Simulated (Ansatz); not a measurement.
## Ligand exchange: how K changes with temperature for H2 + GaH(SH)2 ⇌ H2S + GaH2(SH)

Species: H2 (hydrogen), singlet; GaH(SH)2, singlet; H2S (hydrogen sulfide) `S`, singlet; GaH2(SH), singlet. The partners trade H for SH: H–H and Ga–SH bonds give way to H–SH and Ga–H.

The electronic reaction energy at CCSD(T)/def2-TZVPP is +73.4 kJ/mol. Shapes: PBE0-D4/def2-TZVP. Flexible molecules stand in one conformer, not always the lowest. Programs: Ansatz 0.2.0. Enthalpy and entropy come from rigid-rotor, harmonic-oscillator sums on unscaled PBE0-D4/def2-TZVP wavenumbers, ideal gases at 1 bar. Symmetry numbers: H2 2, GaH(SH)2 2, H2S 2, GaH2(SH) 1. R = 8.3145 J/(mol K).

```
T (K)  ΔH (kJ/mol)  ΔS (J/(mol K))
  600        +70.9           +23.2
  800        +68.4           +19.7
 1000            ?               ?
```

Work out ln K at 600 and 800 K, and from these estimate it at 1000 K.


1. 600 K: ΔG = +70.9 − 600 × (+23.2)/1000 = +57.0 kJ/mol; ln K = −ΔG/RT = -11.43.
2. 800 K: ΔG = +68.4 − 800 × (+19.7)/1000 = +52.6 kJ/mol; ln K = −ΔG/RT = -7.91.
3. Slope against 1000/T: (-7.91 − (-11.43))/(1.2500 − 1.6667) = -8.45, that is −ΔH/R with ΔH near +70 kJ/mol.
4. 1000 K: ln K = -11.43 + (-8.45) × (1.0000 − 1.6667) = -5.80.

The full sums give ΔH = +66.6 kJ/mol, ΔS = +17.7 J/(mol K), ΔG = +48.9 kJ/mol and ln K = -5.88 at 1000 K, so the line is off by +0.08 in ln K; without rounding the miss is +0.06, from the change of ΔH with temperature. The reactants are favoured over this whole range. An error of 10 kJ/mol in the energy moves ln K by 1.2 at 1000 K. Soft modes are treated as harmonic, which can err either way at these temperatures; the lowest are those of GaH(SH)2 (127 cm⁻¹). Other conformers aren't counted. Relativity is left out for Ga. Outer-core shells of Ga are correlated, in sets that cover them unevenly.

Hydrogenolysis of the Ga–SH bond is uphill because of its enthalpy. K rises with temperature, as it must for an endothermic exchange, but the modest entropy gain never offsets the cost. The reaction gives up the strong H–H bond and a polar Ga–S bond, the latter probably helped by some sulfur lone-pair donation into the formally empty Ga 4p orbital. The S–H and less polar Ga–H bonds formed in return don't make up for this.

With equal numbers of gas molecules on both sides, the positive ΔS owes much to replacing H2, which has little rotational entropy, with H2S. Its decline on heating, alongside that of ΔH, means a negative heat-capacity change, which suggests that soft Ga–S bending and torsional modes are traded for stiffer hydrogen modes and rotation. This is why the straight line slightly overestimates K at 1000 K. The preference for the reactants there would survive an energy error of 10 kJ/mol. It applies to the monomers only, since thiolate or hydride bridging between Ga centres could shift the balance.
